MP2 in the quadruple-zeta set comes within 10 kJ/mol of the best atomization energy because two larger errors oppose each other. The finite basis binds the molecule too weakly, while MP2 itself binds it too strongly. CCSD(T) is the better method, yet in the smaller triple-zeta set it lies 102 kJ/mol too low: the basis error is larger there, and nothing offsets it.

Electronic atomization energies of CH7BFNSn (SMILES FBN[CH2][SnH3]) without zero-point energy, computed with Ansatz 0.2.0 in the gas phase at the PBE0-D4/def2-TZVP geometry, with frozen cores and a def2 core potential on Sn. Limits are extrapolated from def2-TZVPP and def2-QZVPP; those of CCSD and CCSD(T) are the MP2 limit plus their difference from MP2 in def2-TZVPP.

| method | basis | basis functions | atomization energy (kJ/mol) | less CCSD(T) at the limit (kJ/mol) | less the same method at the limit (kJ/mol) |
| --- | --- | --- | --- | --- | --- |
| HF | def2-SVP | 117 | 3032.9 | -1107.1 | 17.0 |
| MP2 | def2-SVP | 117 | 3947.1 | -192.8 | -224.9 |
| CCSD | def2-SVP | 117 | 3874.6 | -265.4 | -207.7 |
| CCSD(T) | def2-SVP | 117 | 3912.7 | -227.2 | -227.2 |
| HF | def2-TZVPP | 272 | 3008.4 | -1131.6 | -7.4 |
| MP2 | def2-TZVPP | 272 | 4070.1 | -69.9 | -102.0 |
| CCSD | def2-TZVPP | 272 | 3980.3 | -159.6 | -102.0 |
| CCSD(T) | def2-TZVPP | 272 | 4038.0 | -102.0 | -102.0 |
| HF | def2-QZVPP | 520 | 3014.8 | -1125.2 | -1.0 |
| MP2 | def2-QZVPP | 520 | 4130.8 | -9.2 | -41.2 |
| HF | limit | n/a | 3015.8 | -1124.1 | 0.0 |
| MP2 | limit | n/a | 4172.0 | 32.1 | 0.0 |
| CCSD | limit | n/a | 4082.3 | -57.7 | 0.0 |
| CCSD(T) | limit | n/a | 4140.0 | 0.0 | 0.0 |

The atomization energy is the energy of the free atoms minus that of the molecule, here without spin-orbit coupling. The column "less CCSD(T) at the limit" gives the total error against the best value, and "less the same method at the limit" gives the part due to the basis. For every row,

total error = basis error + method error at the limit.

For MP2 in quadruple zeta this reads −41 + 32 = −9 kJ/mol. The sum holds by definition; the physics lies in the signs of its two terms.

Both terms come from electron correlation, the way electrons avoid one another beyond the average repulsion that HF includes. In the free atoms, the two electrons that will form a bond sit on different centres and hardly correlate. In the molecule they share a region of space, and their avoidance lowers the energy. HF leaves this gain out and falls short by about 100 kJ/mol per bond on average, in every basis of the table.

A finite basis recovers only part of the gain. The exact wavefunction has a sharp cusp where two electrons meet, and smooth orbital products reproduce it slowly. The molecule has more close pairs than its atoms, so it suffers more, and every correlated method here binds too weakly in a finite set. Most of the damage is common to both sides: in triple zeta about 92% of the MP2 correlation energy that the molecule lacks is lacking in the atoms too. Much of this shared part probably belongs to tin's 4d shell, which changes little on bonding.

The method error has a different origin. MP2 treats each electron pair as if the others did not respond, and here it overestimates the gain. It exceeds CCSD(T) by 34 kJ/mol in double zeta and by 32 in triple zeta, so this excess barely changes between the two sets. The limit rows take over the triple-zeta value. CCSD couples the pairs but omits the joint motion of three electrons, which strengthens binding here by 58 kJ/mol in triple zeta. Its method error therefore has the same sign as its basis error, and the two add up.

How fast the basis error shrinks can be estimated. For electrons of opposite spin, which dominate here, theory gives contributions to the correlation energy that fall as about the inverse fourth power of angular momentum, so the sum of those left out falls as X⁻³, where X is 2, 3 or 4 for double, triple or quadruple zeta. The step from X = 2 to 3 should then be 4.11 times the step from 3 to 4. Taking MP2 minus HF as the correlation part of the atomization energy:

- triple zeta: 4070.1 − 3008.4 = 1061.7 kJ/mol
- quadruple zeta: 4130.8 − 3014.8 = 1116.0 kJ/mol, a step of 54.3
- forecast for double zeta: 1061.7 − 4.11 × 54.3 ≈ 839 kJ/mol
- computed for double zeta: 3947.1 − 3032.9 = 914.2 kJ/mol

The double-zeta row played no part in the forecast, which is about 76 kJ/mol too low. The law describes large, balanced sets, and double zeta is probably too small for it. The step from triple to quadruple zeta may be at fault too, since it includes correlation of tin's 4d electrons, for which these sets have no special functions. The total MP2 correlation energy of the molecule follows the law even less well: its first step is only about 1.4 times the second. The rows do not separate the two causes. The MP2 limit was extrapolated with nearly the same law, so its value rests on an assumption that these rows do not confirm. The printed output of the analysis follows this text.

The HF row in double zeta is irregular: it lies 17 kJ/mol above its own limit, although a small basis might seem bound to weaken binding. The total energies show how the error is shared. In this set the molecule lacks 748 kJ/mol of HF energy and the free atoms lack 765, so their difference comes out too large. A likely cause, not tested here, is that each atom in the molecule borrows basis functions from its neighbours. In triple zeta the molecule lacks slightly more than the atoms, and the sign turns.

Two cautions concern the reference. The limits of CCSD and CCSD(T) take their basis correction from MP2, so the equal basis errors in triple zeta are imposed. From double to triple zeta CCSD(T) gains nearly the same as MP2, but this is only weak support for the procedure. CCSD alone gains about 14% less, and a growing three-electron part makes up the difference. If CCSD kept lagging in larger sets while that part levelled off, both limits would be too high, by roughly 10 to 15 kJ/mol. Tin's 4d electrons are also correlated without functions made for them, and these runs do not measure the effect. In tests by the makers of the data on other systems, it moved the CCSD(T) limit by up to about 4 kJ/mol per bond, and correlated values in finite sets by more. If that figure carries over to each of tin's four bonds, the reference could shift by up to about 16 kJ/mol, more than the remaining error of MP2 in quadruple zeta.

That small error is therefore no measure of the accuracy of MP2. A method that binds too weakly in small sets but too strongly at its limit passes through the right value as the basis grows, and further improvement of the basis then makes its result worse. Measured against the reference used here, MP2 goes from 9 kJ/mol too low in quadruple zeta to 32 too high at the limit.

Numerical output:

```
correlation part of the CCSD(T) limit for each of 11 bonds, kJ/mol: 102.2
MP2 correlation part of atomization missing in double zeta, kJ/mol: 242
MP2 correlation part of atomization missing in triple zeta, kJ/mol: 94.5
MP2 correlation part of atomization missing in quadruple zeta, kJ/mol: 40.2
HF energy the molecule lacks in double zeta, kJ/mol: 747.9
HF energy the free atoms lack in double zeta, kJ/mol: 764.9
HF energy the molecule lacks in triple zeta, kJ/mol: 35.96
HF energy the free atoms lack in triple zeta, kJ/mol: 28.56
MP2 correlation energy the molecule lacks in triple zeta, kJ/mol: 1227
share of that lack cancelled by the free atoms, percent: 92.3
step double to triple over step triple to quadruple by the X^-3 law: 4.108
same ratio of steps for the MP2 correlation part of atomization: 2.716
same ratio of steps for the MP2 correlation energy of the molecule: 1.389
X^-3 forecast less computed MP2 correlation part in double zeta, kJ/mol: -75.57
gain of MP2 from double to triple zeta, kJ/mol: 123
gain of CCSD from double to triple zeta, kJ/mol: 105.7
gain of CCSD(T) from double to triple zeta, kJ/mol: 125.3
MP2 less CCSD(T) in double zeta, kJ/mol: 34.4
triples part of atomization in double zeta, kJ/mol: 38.1
rough excess of the CCSD limit if its gain stays the same fraction of the MP2 gain, kJ/mol: 14.35
possible shift of the reference from 4d correlation at 4 kJ/mol for each of four tin bonds, kJ/mol: 16
```
